**Question.** I need the surface Green function of a semi-infinite armchair nanotube lead. Every code uses the layer-doubling recursion of López Sancho, López Sancho and Rubio (1985). Where does it come from, what has it computed after $n$ steps, and how many steps do I need for a given broadening $\eta$?

---

**Answer.**

## Premises

1. The basis is orthonormal and localized. The lead is cut into identical principal layers $j=0,1,2,\dots$ of period $L$, thick enough that only adjacent layers couple.
2. $H_{jj}=H_{00}=H_{00}^\dagger$, $H_{j,j+1}=H_{01}$ and $H_{j+1,j}=H_{01}^\dagger$ are finite square matrices. $H_{01}$ may be singular.
3. $G(z)=(z-H)^{-1}$ with $z=E+i\eta$, $\eta>0$. The target is $g_s=G_{00}$ of the half-infinite lead.

## One decimation step

Set $\alpha_0=H_{01}$, $\beta_0=H_{01}^\dagger$, $\epsilon_0=\epsilon^s_0=H_{00}$. Column 0 of $(z-H)G=1$ reads

$$(z-\epsilon^s_0)G_{00}=1+\alpha_0G_{10},\qquad (z-\epsilon_0)G_{j0}=\beta_0G_{j-1,0}+\alpha_0G_{j+1,0}\quad(j\ge1).\tag{1}$$

For odd $j$, solve with $g_0=(z-\epsilon_0)^{-1}$:

$$G_{j0}=g_0\,(\beta_0G_{j-1,0}+\alpha_0G_{j+1,0}).$$

The right side holds only even layers. Insert $j=1$ into the surface equation:

$$(z-\epsilon^s_0-\alpha_0g_0\beta_0)\,G_{00}=1+\alpha_0g_0\alpha_0\,G_{20}.$$

For even $j\ge2$ insert both neighbours. The term $\beta_0G_{j-1,0}$ becomes $\beta_0g_0\beta_0G_{j-2,0}+\beta_0g_0\alpha_0G_{j0}$, and $\alpha_0G_{j+1,0}$ becomes $\alpha_0g_0\beta_0G_{j0}+\alpha_0g_0\alpha_0G_{j+2,0}$:

$$(z-\epsilon_0-\alpha_0g_0\beta_0-\beta_0g_0\alpha_0)\,G_{j0}=\beta_0g_0\beta_0\,G_{j-2,0}+\alpha_0g_0\alpha_0\,G_{j+2,0}.$$

These have the form (1) on a chain of period $2L$, so the step can be repeated. With $g_n=(z-\epsilon_n)^{-1}$,

$$\begin{aligned}\alpha_{n+1}&=\alpha_ng_n\alpha_n, & \epsilon_{n+1}&=\epsilon_n+\alpha_ng_n\beta_n+\beta_ng_n\alpha_n,\\ \beta_{n+1}&=\beta_ng_n\beta_n, & \epsilon^s_{n+1}&=\epsilon^s_n+\alpha_ng_n\beta_n.\end{aligned}\tag{2}$$

The eliminated layers are always interior ones, which is why $g_n$ is built from $\epsilon_n$ and not from $\epsilon^s_n$. The surface layer has a neighbour on one side only and gets one term. A lead extending toward negative $j$ takes $\beta_ng_n\alpha_n$ instead. After $n$ steps, with $N=2^n$, exactly

$$(z-\epsilon^s_n)G_{00}=1+\alpha_nG_{N0},\qquad (z-\epsilon_n)G_{pN,0}=\beta_nG_{(p-1)N,0}+\alpha_nG_{(p+1)N,0}\quad(p\ge1).\tag{3}$$

## What step $n$ has computed

The first equation of (3) used only the equations of layers $0,\dots,N-1$. A slab consisting of just these layers obeys the same equations with $G_{N0}$ set to zero. Hence

$$g^{(N)}\equiv(z-\epsilon_n^s)^{-1}$$

is exactly the corner block of the Green function of an isolated slab of $2^n$ layers. Likewise $g_n$ is the central block for a slab of $2N-1$ layers, $N-1$ on each side.

This shows that the inverses exist. Partitioning that slab into the central layer and the rest gives $\epsilon_n=H_{00}+V^\dagger(z-H')^{-1}V$ with $H'$ Hermitian. The anti-Hermitian part of the second term is $-\eta V^\dagger(z-H')^{-1}(z^*-H')^{-1}V\le0$. So $\mathrm{Im}(z-\epsilon_n)\ge\eta$ as a matrix and $\|g_n\|\le1/\eta$. The coupling matrices are never inverted. Note that $\beta_n(z)=\alpha_n(z^*)^\dagger$ by induction on (2); for $n\ge1$ this differs in general from $\alpha_n(z)^\dagger$, so both must be carried.

## Closed form of the couplings

Cut the bond between layers $j-1$ and $j\ge1$. The piece starting at $j$ is a copy of the whole lead with surface function $g_s$, so Dyson's equation gives $G_{j0}=g_s\beta_0G_{j-1,0}$. With $T=g_s\beta_0$,

$$G_{j0}=T^jG_{00}.$$

The same holds for $j\ge0$ in the doubly infinite chain, whose diagonal block we call $G_b$. For $j\le0$ it has $G_{j0}=\bar T^{|j|}G_b$, where $\bar T=\bar g_s\alpha_0$ and $\bar g_s$ belongs to the left half.

*Spectrum of $T$.* The resolvent is bounded for $\eta>0$, so $\sum_j\|T^jg_s\|^2$ is finite. Both $g_s$ and $G_b$ have negative definite anti-Hermitian parts and are invertible. Therefore $T^j\to0$ and every eigenvalue has $|\lambda|<1$. Equation (1) at $j=1$ gives $(z-H_{00}-\alpha_0T)T=\beta_0$. Acting on an eigenvector $u$ with $\lambda\ne0$,

$$(z-H_{00}-\lambda\,\alpha_0-\lambda^{-1}\beta_0)\,u=0,\tag{4}$$

so the nonzero eigenvalues are Bloch factors $\lambda=e^{ikL}$ of the complex band structure that decay to the right. Those of $\bar T$ are inverses of Bloch factors that decay to the left.

*Solving for $\beta_n$.* Decimating the infinite chain gives the second equation of (3) for all $p$, with a unit source at $p=0$. At $p=1$ and $p=0$:

$$(z-\epsilon_n-\alpha_nT^N)\,T^N=\beta_n,\qquad z-\epsilon_n-\alpha_nT^N-\beta_n\bar T^N=G_b^{-1}.$$

The second says that the bracket in the first equals $G_b^{-1}+\beta_n\bar T^N$, so $\beta_n(1-\bar T^NT^N)=G_b^{-1}T^N$. The factor in brackets is invertible: a null vector $w$ would have $T^Nw=0$ and thus $w=\bar T^NT^Nw=0$. The equation at $p=-1$ treats $\alpha_n$ the same way:

$$\beta_n=G_b^{-1}T^N(1-\bar T^NT^N)^{-1},\qquad \alpha_n=G_b^{-1}\bar T^N(1-T^N\bar T^N)^{-1}.\tag{5}$$

Once $T^N$ and $\bar T^N$ are small, $\|\beta_n\|\sim|\lambda|^{2^n}$ and $\|\alpha_n\|\sim|\bar\lambda|^{2^n}$, where $|\lambda|$ and $|\bar\lambda|$ are the spectral radii (times a power of $N$ if Jordan blocks occur). For real $H_{00},H_{01}$ the roots of (4) come in pairs $\lambda,1/\lambda$, and I take $|\bar\lambda|=|\lambda|$ from here on.

*Truncation error.* The first of (3) gives $g_s^{-1}=z-\epsilon^s_n-\alpha_nT^N$, and so

$$g^{(N)}-g_s=-g^{(N)}\,\alpha_nT^N\,g_s\sim|\lambda|^{2N}.\tag{6}$$

The exponent is $2N$: the wave runs to the far end of the slab and back.

*Scalar chain.* For on-site energy $e$ and real hopping $t$, (4) is $z-e=t(\lambda+1/\lambda)$, $T=\bar T=\lambda$, $g_s=\lambda/t$ and $G_b^{-1}=t(1/\lambda-\lambda)$. With $\mu=\lambda^N$,

$$\alpha_n=\beta_n=t\,\frac{(1/\lambda-\lambda)\,\mu}{1-\mu^2},\quad z-\epsilon_n=\alpha_n\Big(\mu+\frac1\mu\Big),\quad \frac{g^{(N)}-g_s}{g_s}=-\frac{(1-\lambda^2)\,\mu^2}{1-\lambda^2\mu^2}.\tag{7}$$

The middle relation is (4) for the decimated chain. The last follows from (6) with $1/g^{(N)}=t/\lambda+\alpha_n\mu$. As a test against (2), $\alpha_n^2g_n=\alpha_n\mu/(1+\mu^2)$, which is the first formula with $\mu\to\mu^2$.

## Number of steps

Let a band $E(k)$ of $H_{00}+\alpha_0e^{ikL}+\beta_0e^{-ikL}$ cross $E$ at real $k_0$ with $E'(k_0)=\hbar v\ne0$. Inverting the Taylor series of $E(k)=E+i\eta$ gives $k-k_0=i\eta/E'+E''\eta^2/2E'^3+O(\eta^3)$. The second term is real, so

$$|\lambda|=e^{-\eta L/\hbar v}\qquad(\eta\ll E'^2/|E''|),$$

and the root that decays to the right has $v>0$. The slowest decay belongs to the fastest open channel. Demanding $|\lambda|^N\le\delta$,

$$n\ \ge\ \log_2\frac{\hbar v}{L\eta}+\log_2\ln\frac1\delta .\tag{8}$$

By (6), $g_s$ itself reaches $\delta$ one step earlier. The first term alone makes the slab one decay length $\hbar v/\eta$ long, where convergence only begins. After that the exponent doubles at each step. At a band edge, $E-E_0=\pm B(kL-k_0L)^2$ with $B>0$ gives $L\,\mathrm{Im}\,k=\sqrt{\eta/2B}$, and the first term is roughly halved. In a gap $|\lambda|$ stays below 1 as $\eta\to0$.

## The armchair tube

Take the $(m,m)$ tube with one $\pi$ orbital per carbon, zero on-site energy, nearest-neighbour hopping $-\gamma$, and no curvature correction. It is a stack of rings of $2m$ atoms spaced $a/2$, where $a=\sqrt3d$ and $d$ is the bond length. Each A atom is bonded to a B atom in its own ring (circumferential shift $+d$) and to one in each adjacent ring (shift $-d/2$). The circumference is $3dm$, so a state $e^{iKx}$ around it has $K=2\pi q/3dm$, $q=0,\dots,m-1$. The relative phase of the two kinds of bond is $3Kd/2=\pi q/m\equiv\theta$. Absorbing $e^{iKd}$ into the B orbital, each sector is a chain with $L=a/2$ and

$$H_{00}=-\gamma\begin{pmatrix}0&1\\1&0\end{pmatrix},\qquad H_{01}=H_{01}^\dagger=-\gamma\begin{pmatrix}0&e^{-i\theta}\\e^{i\theta}&0\end{pmatrix}.$$

Since $\alpha_0=\beta_0$, the two halves are equivalent and $\bar T=T$. With $s=\lambda+1/\lambda=2\cos\kappa$, $\kappa=ka/2$, the determinant of (4) gives $z^2=\gamma^2(1+2s\cos\theta+s^2)$, or $s_\pm=-\cos\theta\pm\sqrt{z^2/\gamma^2-\sin^2\theta}$.

*Sectors $q\neq0$* have no real $\kappa$ for $|E|<\gamma\sin\theta$. They have no end state there either. A bound state must combine the two decaying modes so as to vanish on the missing ring $j=-1$, which needs parallel eigenvectors. For $z\ne0$ these are $(\gamma(1+s_\pm e^{-i\theta}),-z)$, parallel only if $s_+=s_-$, at the gap edge. At $z=0$ they lie on opposite sublattices.

*Sector $q=0$* splits into $(A\pm B)/\sqrt2$, two scalar chains with $e=t=\mp\gamma$ and $E=\mp\gamma(1+2\cos\kappa)$. They cross $E=0$ at $|\kappa|=2\pi/3$ with $|dE/d\kappa|=\sqrt3\gamma$, so $\hbar v=\sqrt3\gamma a/2$ and $\hbar v/L\eta=\sqrt3\gamma/\eta$.

## Numbers: (10,10) lead at $E=0$

Inputs are the typical values $\gamma=2.7$ eV and $a=2.46$ Å, with the choices $\eta=1$ meV and $\delta=10^{-10}$. Then $L=1.23$ Å, $\hbar v=5.75$ eV Å, $v=8.74\times10^5$ m/s, and the decay length is $0.575\ \mu$m. Equation (8) has $\hbar v/L\eta=4677$, so $n\ge12.2+4.5=16.7$ for the couplings and $15.7$ for $g_s$: 17 and 16 steps. The root of $\lambda+1/\lambda=-(1+i\eta/\gamma)$ has $-\ln|\lambda|=2.138\times10^{-4}$, and (7) gives

| $n$ | $N$ | $\lvert\lambda\rvert^N$ | $\lvert\alpha_n\rvert/\gamma$ | $\lvert g^{(N)}-g_s\rvert/\lvert g_s\rvert$ |
|---|---|---|---|---|
| 10 | 1024 | 0.803 | 0.969 | 0.778 |
| 12 | 4096 | 0.417 | 0.658 | 0.274 |
| 14 | 16384 | 0.0301 | 0.0521 | $1.57\times10^{-3}$ |
| 15 | 32768 | $9.06\times10^{-4}$ | $1.57\times10^{-3}$ | $1.42\times10^{-6}$ |
| 16 | 65536 | $8.20\times10^{-7}$ | $1.42\times10^{-6}$ | $1.16\times10^{-12}$ |

Little happens for ten steps, and $g_s$ passes the tolerance at step 16, a slab $8.06\ \mu$m long. At $\eta=0$ one has $\mu+1/\mu=-1$ at every step, so $\alpha_{n+1}=-\alpha_n$ and the iteration never converges.

The nearest gapped sectors, $q=1$ and 9, open at $\gamma\sin(\pi/10)=0.834$ eV. At $E=0$, $s_\pm=-e^{\mp i\theta}$ gives $-\ln|\lambda|=0.174$, $|\lambda|=0.840$, so $|\lambda|^{2N}\le\delta$ needs $N\approx66$, seven steps. At other energies, $|E|=\gamma|1+2\cos\kappa\,e^{-i\theta}|$ implies $|dE/d\kappa|\le2\gamma$, which adds at most $\log_2(2/\sqrt3)=0.21$ to (8). At the band edge $\kappa=\pi$ of a $q=0$ chain ($B=\gamma$) the first term drops from 12.2 to 6.2. A real-space code whose layer is the translational cell of two rings holds $2^{n+1}$ rings at step $n$ and finishes one step sooner.

As $\eta\to0$ the two chains give $g_s=(\pm\tfrac12-\tfrac{i\sqrt3}{2})/\gamma$ and $G_b=-i/\sqrt3\gamma$. An atom has weight $1/m$ in each sector and $1/2$ in each chain, so $-\mathrm{Im}\,G/\pi$ per atom and per spin is

$$\rho_{\rm end}=\frac{\sqrt3}{2\pi\gamma m}=0.0102\ \text{eV}^{-1},\qquad \rho_{\rm bulk}=\frac1{\sqrt3\pi\gamma m}=0.0068\ \text{eV}^{-1},$$

in the ratio $3/2$. At finite $\eta$ each gapped sector adds a Lorentzian tail. All its spectral weight lies at $|E'|\ge\gamma\sin\theta$, so $-\mathrm{Im}\,g\le\eta/(\gamma\sin\theta)^2$. With $\sum_{q=1}^{9}\sin^{-2}(\pi q/10)=33$ the tails add at most 1.4 per cent to $\rho_{\rm end}$. These densities are the model's numbers, for an ideally cut end with unchanged hoppings.

## Range of validity

- **Exactness.** Recursion (2) and results (5), (6) are exact under the three premises. Longer-ranged hopping needs thicker layers. With an overlap matrix $S>0$, replace $z$ by $zS_{00}$ and start from $\alpha_0=H_{01}-zS_{01}$, $\beta_0=H_{01}^\dagger-zS_{01}^\dagger$. A relaxed end layer changes only $\epsilon_0^s$ in (2).
- **Broadening.** Open channels need $\eta>0$. The output is $g_s(E+i\eta)$, the true spectral density convolved with a Lorentzian of half-width $\eta$. More steps do not remove this bias, which is of order $\eta$ at regular points and, for $g_s$, of order $\sqrt\eta$ at band edges.
- **Step count.** Equation (8) needs $\eta\ll E'^2/|E''|$ and neglects the prefactors in (5) and (6). A prefactor $C$ shifts $\ln(1/\delta)$ by $\ln C$, a small fraction of a step when $C$ is of order one.
- **Rounding.** $\|g_n\|$ becomes large when $E$ hits a level of the $(2N-1)$-layer slab, up to $1/\eta$ at $n=0$. For a scalar chain at $E=e$, one step gives $(z-\epsilon_1)/\alpha_1=-(2+\eta^2/t^2)$, and the damping survives in this ratio only through $\eta^2/t^2$. Double precision then requires $\eta\gg10^{-8}\gamma$. With ring layers this case arises at $E=\mp\gamma$. With the two-ring cell the $q=0$ chains have levels $0$ and $\mp2\gamma$, so $\|g_0\|=1/\eta$ exactly at $E=0$, the Fermi level of the neutral tube.